A simple first guess for a small conjugated molecule is that its lowest excitation lifts an electron from the HOMO to the LUMO and gives the strong absorption band. Weaker states should then be those in which hole and electron hardly overlap, and a large exciton should signal charge moving from a donor group to an acceptor. The molecule here, CH₃–C≡C–CF=CH–S–CH₃, invites that reading, with an electron-rich sulfur at one end of a conjugated chain. Yet each of these three expectations fails somewhere among its eight lowest computed singlet states.

Vertical singlet excitations of CH₃–C≡C–CF=CH–S–CH₃ in the gas phase, computed with PySCF 2.14.0 using Tamm-Dancoff BHandHLYP/aug-cc-pVDZ with density fitting and a frozen core in the response, at the GFN2-xTB geometry. Lambda is the spatial overlap of the orbital pairs; "main from" and "main to" name the pair with the largest weight.

| row | singlet state | singlet energy (eV) | singlet oscillator strength | singlet exciton size (Å) | singlet orbital overlap lambda | singlet main from | singlet main to |
| --- | --- | --- | --- | --- | --- | --- | --- |
| 1 | 1 | 5.040 | 0.005 | 4.390 | 0.240 | HOMO | LUMO |
| 2 | 2 | 5.100 | 0.026 | 3.560 | 0.330 | HOMO | LUMO+5 |
| 3 | 3 | 5.120 | 0.458 | 3.290 | 0.710 | HOMO | LUMO+1 |
| 4 | 4 | 5.520 | 0.001 | 4.240 | 0.240 | HOMO | LUMO+3 |
| 5 | 5 | 5.720 | 0.003 | 5.420 | 0.230 | HOMO | LUMO+2 |
| 6 | 6 | 5.880 | 0.000 | 2.940 | 0.400 | HOMO-1 | LUMO+1 |
| 7 | 7 | 6.070 | 0.014 | 5.180 | 0.180 | HOMO | LUMO+4 |
| 8 | 8 | 6.250 | 0.003 | 5.140 | 0.230 | HOMO | LUMO+6 |

## What happens

Row 3, not row 1, is the bright state, and it holds about 90 % of the summed oscillator strength. Overlap does not rank the others. Row 7 has the lowest orbital overlap lambda in the table, yet it is the third brightest state. Row 6 has the second highest lambda and the smallest exciton, yet it is the darkest.

Three questions sort this out. How far does the excited electron spread? In which direction does the transition dipole point? How strongly does the transition's own charge pattern repel itself? The first explains the sizes, the second the intensities, and the third why a bright state sits among dark ones.

## Large excitons come from a diffuse electron

The orbital labels are the first trap. The LUMO lies almost exactly at the vacuum level and is a diffuse cloud around the molecule. The empty orbital of the conjugated chain, the valence π*, is LUMO+1. Row 3 is the transition from the π-type HOMO into that orbital, and row 1 goes mainly into the diffuse one.

The exciton size is the root-mean-square distance between hole and electron. It can be taken apart exactly:

size² = d² + h² + e² − 2·c·h·e

Here d is the distance between the centres of hole and electron, h and e are their spreads, and c measures how far the two move together. Charge transfer enters through d, a diffuse electron through e. The formula returns every tabulated size to within 0.01 Å, as an identity must, so its use lies in showing which part matters.

Take row 1, with d = 1.722 Å, h = 2.246 Å, e = 3.586 Å and c = 0.10. Its size of 4.39 Å exceeds that of row 3 by 1.10 Å. Two thought experiments show where the excess comes from:

- Put the two centres on top of each other and keep the rest: √(5.04 + 12.86 − 1.61) = 4.04 Å.
- Keep the displacement but give the electron the spread it has in row 3, 2.492 Å: √(2.97 + 5.04 + 6.21 − 1.12) = 3.62 Å.

Removing all charge displacement shortens the exciton by 0.35 Å, whereas pulling in the electron cloud shortens it by 0.77 Å. Row 1 is large mainly because its electron is diffuse.

The same holds for rows 4, 5, 7 and 8. In all five the electron spreads over 3.5 Å or more, while the hole stays on the sulfur and the conjugated carbons with nearly the same spread as in row 3. These are Rydberg-like states: the electron moves in a wide orbit around a positively charged molecule. Their low lambda follows, since a thin, wide cloud has little amplitude where the compact HOMO is large. Row 2 lies in between: its electron spreads over 2.875 Å, and more than a third of it sits on the two carbons of the triple bond. The state is a mixture in which the tabulated orbital pair carries less than half of the weight.

The centres of hole and electron do separate in these states, by 1.2 to 2.3 Å, because the diffuse clouds are lopsided. That is not the same as transfer to an acceptor group. In rows 1 and 4 the charge shifts in roughly opposite directions, although both start from the same HOMO.

The displacement does settle one irregularity. Row 8 has the most widely spread electron, yet row 5 has the largest exciton. In row 5 the cloud sits further to one side, which adds 3.6 Å² to the squared size relative to row 8, while its narrower spread takes away only 1.2 Å². This ranking needs some caution, because one set of diffuse functions per atom may not be enough to settle the shape and energy of such states, above all in the higher rows.

## Brightness follows the direction of the transition dipole

The oscillator strength is proportional to the excitation energy times the squared transition dipole. The energy varies by a factor of only 1.24 over the table, so the dipole decides. It measures how far charge sloshes back and forth while light drives the transition. In row 3 both orbitals extend along the conjugated chain, and their product places positive charge towards one end and negative charge towards the other. This long antenna makes the state bright.

For the other rows, symmetry is the better guide. The conjugated chain appears to be close to planar, since the changes of the dipole moment on excitation all lie almost in one plane. A π orbital changes sign across that plane. If the electron goes from the HOMO to an orbital that also changes sign there, the transition dipole lies in the plane. If it goes to an orbital that is the same on both sides, the dipole stands perpendicular to the plane.

The computed dipoles follow this rule closely. The plane can be taken as the one that holds the ground-state dipole and the transition dipole of row 3. Against it, rows 4, 5, 6 and 8 are polarised almost wholly out of plane and row 7 wholly within it. Row 2 lies mostly in the plane and row 1 mostly out of it.

This division also separates the intensities. The three states with mainly in-plane dipoles, rows 2, 3 and 7, have oscillator strengths of 0.014 or more; the five others reach 0.005 at most. The likely reason is borrowing: a weak state that mixes with the bright π→π* state takes over some of its dipole. Row 7 has the same symmetry as row 3, so these two can mix even in a planar molecule. States of the out-of-plane kind can do so only if the molecule is slightly non-planar, and then mainly when they lie very close to row 3 in energy.

Borrowed intensity should point along the dipole of the lender. Rows 2 and 7 do point nearly that way, about 14° and 11° from row 3. For row 7 the deviation lies within the plane, where symmetry allows any direction. For row 2 it lies almost wholly out of the plane: take away the part along row 3, and an ordinary out-of-plane dipole is left. If all the in-plane dipole were borrowed, an admixture of about 5 % of the bright state in row 2 and 3 % in row 7 would supply it. The alignment supports borrowing, but these percentages are only a measure of how little mixing it would take.

Row 2 is therefore best read as an out-of-plane state in disguise. Two other signs agree. It contains some of the HOMO→LUMO transition that dominates row 1, a state polarised mostly out of the plane. Its spin-orbit coupling to the lowest triplet, a π→π* state, is also about 10 cm⁻¹, whereas the two singlets with the symmetry of that triplet, rows 3 and 7, stay below 3 cm⁻¹. Row 2 lies only 0.02 eV below row 3, so a slight departure from planarity is enough to mix them. Row 1, 0.08 eV below row 3, borrows less. This is the likely reading, though no strictly planar structure was computed to test it.

## Why the most compact state is the darkest

Row 6 starts from a different orbital. HOMO-1 sits on the two carbons of the triple bond. A triple bond has two π orbitals at right angles, one of which joins the conjugated chain while the other lies in the molecular plane. The out-of-plane polarisation of row 6 identifies HOMO-1 as the second kind, because the electron ends in the π* of the chain.

The hole is confined to these two carbons, which keeps the exciton small. Part of the electron sits on them too, hence the respectable lambda. But the two orbitals are turned by 90° about the bond. Around each carbon their product forms four lobes of alternating sign, and the dipoles of these lobes cancel almost completely. The squared transition dipole is several thousand times smaller than in row 3.

Lambda does not register this, because it is built from the magnitudes of the orbitals and ignores their signs. It shows whether hole and electron occupy the same space, not whether their product forms a dipole. A low lambda in this table marks a diffuse electron; a higher one is no promise of light.

## Why the bright state is not clearly the lowest

The bright state pays for its strong dipole. The charge pattern that couples to light also repels itself, and this exchange repulsion raises a singlet but not the matching triplet. The lowest triplet has the same main transition as row 3 and lies 2.1 eV below it. Without that penalty, the π→π* singlet would be far below all the diffuse states.

Row 6 shows the other side. Its orbital gap is 2.3 eV wider than that of row 3, yet its excitation energy is only 0.76 eV higher. Its four-lobed charge pattern repels itself weakly, and its hole and electron attract each other at short range. Both effects should lower it, although the numbers do not separate them.

The diffuse states also escape most of the exchange repulsion, because their electron hardly overlaps the hole. The triplet series therefore starts with the compact π→π* state, while the singlet series has diffuse and compact states crowded together at its lower end.

That crowding limits what can be read from the order. Rows 1 to 3 span 0.08 eV, less than the usual error of such a calculation. The Tamm-Dancoff approximation tends to place bright π→π* states too high, and a global hybrid functional tends to place Rydberg states too low, though less so with the half share of exact exchange in BHandHLYP. Both tendencies favour a diffuse lowest singlet, whereas too few diffuse functions would push such states up. Row 1 may therefore owe its first place to the method.

## What to do about it

For an absorption spectrum, use row 3: this calculation puts one strong band near 5.1 eV, or about 240 nm in the ultraviolet, with weak companions. The Tamm-Dancoff approximation probably makes that energy somewhat too high. Ask for several states and pick the band by oscillator strength, since the first root or the HOMO→LUMO label would have led to a state more than eighty times weaker.

To judge the character of a state, look at the electron spread before calling a large exciton charge transfer. Then look at the polarisation: a weak state aligned with a strong neighbour may be living on borrowed intensity, which can change noticeably when the gap between them shifts.

If the identity of the lowest singlet matters, for instance for what happens after absorption, repeat the calculation with full linear response, a range-separated functional and a second set of diffuse functions. The same reading carries over to related molecules. A longer conjugated chain generally lowers the π→π* state more than the diffuse ones, so in calculations of this kind the bright state then tends to come first. In long polyenes, however, a dark state with much double excitation can lie lower still, and linear response misses it.
